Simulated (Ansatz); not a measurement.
# A series in volume scale on NbTe

Results calculated with Ansatz 0.2.0, not measured. Free energy against uniform scaling of the volume at fixed shape and fractions; periodic cell, basis, potentials, k mesh and filling as listed.

The cell before it is scaled or strained (space group P-6m2, No. 187):
```
CELL_PARAMETERS angstrom
3.70300 0.00000 0.00000
-1.85150 3.20690 0.00000
0.00000 0.00000 3.69420
ATOMIC_POSITIONS crystal
Nb 0.00000 0.00000 0.50000
Te 0.66667 0.33333 0.00000
```

Settings of every row: functional PBE; dispersion none; potentials PAW; wave cutoff 421.78 eV; density cutoff 1687.1 eV; k mesh 9x9x8; k shift 0x0x0; occupations fermi dirac; smearing width 0.15 eV; spin none.

Limits: coarse k mesh, up to 40 meV an atom off; no spin-orbit coupling, which can matter with elements this heavy; the cell comes from a prototype or a list of computed structures and needn't be the stable phase.

| row | volume scale | V (Å³/atom) | energy above lowest point (meV/atom) |
| --- | --- | --- | --- |
| 1 | 0.9 | 19.741 | 95.6 |
| 2 | 0.925 | 20.289 | 50.3 |
| 3 | 0.95 | 20.838 | 20.6 |
| 4 | 0.975 | 21.386 | 4.5 |
| 5 | 1 | 21.935 | 0 |
| 6 | 1.025 | 22.483 | ? |
| 7 | 1.05 | 23.031 | 20.2 |
| 8 | 1.075 | 23.58 | 42.4 |
| 9 | 1.1 | 24.128 | 71.1 |

Question: what energy above lowest point should row 6 give?

Worked fit of energy above lowest point. Take u = (V_r/V)^(2/3) − 1 with V_r = 21.66 Å³ an atom, which is twice the finite (Eulerian) strain; such expansions in the strain, on which the Birch-Murnaghan equation of state is built, carry the rest volume and the bulk modulus. The shown rows have u = 0.0638, 0.04456, 0.02613, 0.00852, -0.00838, -0.04009, -0.05505, -0.06941. Least squares give energy above lowest point = 0.88 + 259.8 × u + 18776 × u² + 6584 × u³ meV/atom; a parabola predicts inner rows, each left out in turn, worse (root mean square 0.45 against 0.035 meV/atom). All shown rows lie on it to the printed digit. Its lowest point lies at u = -0.0069, or V = 21.89 Å³ an atom, and the curvature there gives the bulk modulus at fixed shape and fractions, B = (4/9)(1 + u)² E″(u)/V = 120 GPa. Letting shape and atoms relax would as a rule lower it, by much in layered, chain or molecular crystals. The withheld row has u = -0.02455, so the fit gives 0.88 + 259.8 × (-0.02455) + 18776 × (-0.02455)² + 6584 × (-0.02455)³ = 5.7 meV/atom.

The calculation gave 5.7 meV/atom. The fit meets it to the printed digit.
